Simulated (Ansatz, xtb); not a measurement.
## Ligand exchange: SnH3Br + CH4 → SnH4 + CH3Br

Species: SnH3Br `[Br][SnH3]`, singlet; CH4 (methane) `C`, singlet; SnH4 `[SnH4]`, singlet; CH3Br (bromomethane) `CBr`, singlet. The partners trade Br for H: Sn–Br and C–H bonds give way to Sn–H and C–Br.

Shapes, held fixed at every level: PBE0-D4/def2-TZVP. Programs: Ansatz 0.2.0, xtb 6.7.1. The zero-point and thermal change to 298 K, harmonic and unscaled (PBE0-D4/def2-TZVP), is -8.0 kJ/mol.

| level | kind | ΔH(298 K) (kJ/mol) | less CCSD(T)/def2-TZVPP |
| --- | --- | --- | --- |
| GFN2-xTB | semi-empirical | +153.0 | 0.0 |
| B3LYP-D4/def2-TZVPP | global hybrid | +160.6 | +7.6 |
| r2SCAN0-D4/def2-TZVPP | global hybrid | +165.4 | +12.4 |
| wB97X-V/def2-TZVPP | range-separated hybrid | +158.3 | +5.3 |
| MP2/def2-SVP | perturbation theory | +170.0 | +17.0 |
| MP2/def2-TZVPP | perturbation theory | +159.9 | +6.9 |
| CCSD(T)/def2-SVP | coupled cluster or CI | +162.4 | +9.4 |
| CCSD/def2-TZVPP | coupled cluster or CI | +154.6 | +1.6 |
| CCSD(T)/def2-TZVPP | coupled cluster or CI | +153.0 | 0.0 |

The highest level, CCSD(T)/def2-TZVPP, gives ΔH(298 K) = +153.0 kJ/mol; the levels span +153.0 to +170.0. The column of differences is taken from that level and isn't an error. No measured value is set beside it here. For atoms past krypton def2 sets carry core potentials with scalar relativity. Relativity is left out for Br. Outer-core shells of Br, Sn are correlated in most correlated rows, in sets that cover them unevenly.

The exchange is strongly endothermic at every level, so bromine favours tin and hydrogen favours carbon. Tin is much more electropositive than carbon, which gives Sn–Br a large ionic contribution that the less polar C–Br bond can't match. Hydrogen pulls the same way: its 1s orbital overlaps well with carbon's compact valence orbitals but poorly with tin's diffuse ones, so a strong C–H bond is traded for a weak Sn–H bond. The negative zero-point and thermal term fits this, since a stiff C–H bond gives way to a softer Sn–H one, but it offsets only a little of the electronic cost.

The larger basis lowers the MP2 and CCSD(T) values by similar amounts, whereas triples shift the coupled-cluster result by only 1.6 kJ/mol. The basis therefore matters more here than the triples, and the direction of exchange is firmer than its exact enthalpy. GFN2-xTB's match with CCSD(T)/def2-TZVPP is probably fortuitous and doesn't establish similar accuracy for other exchanges.
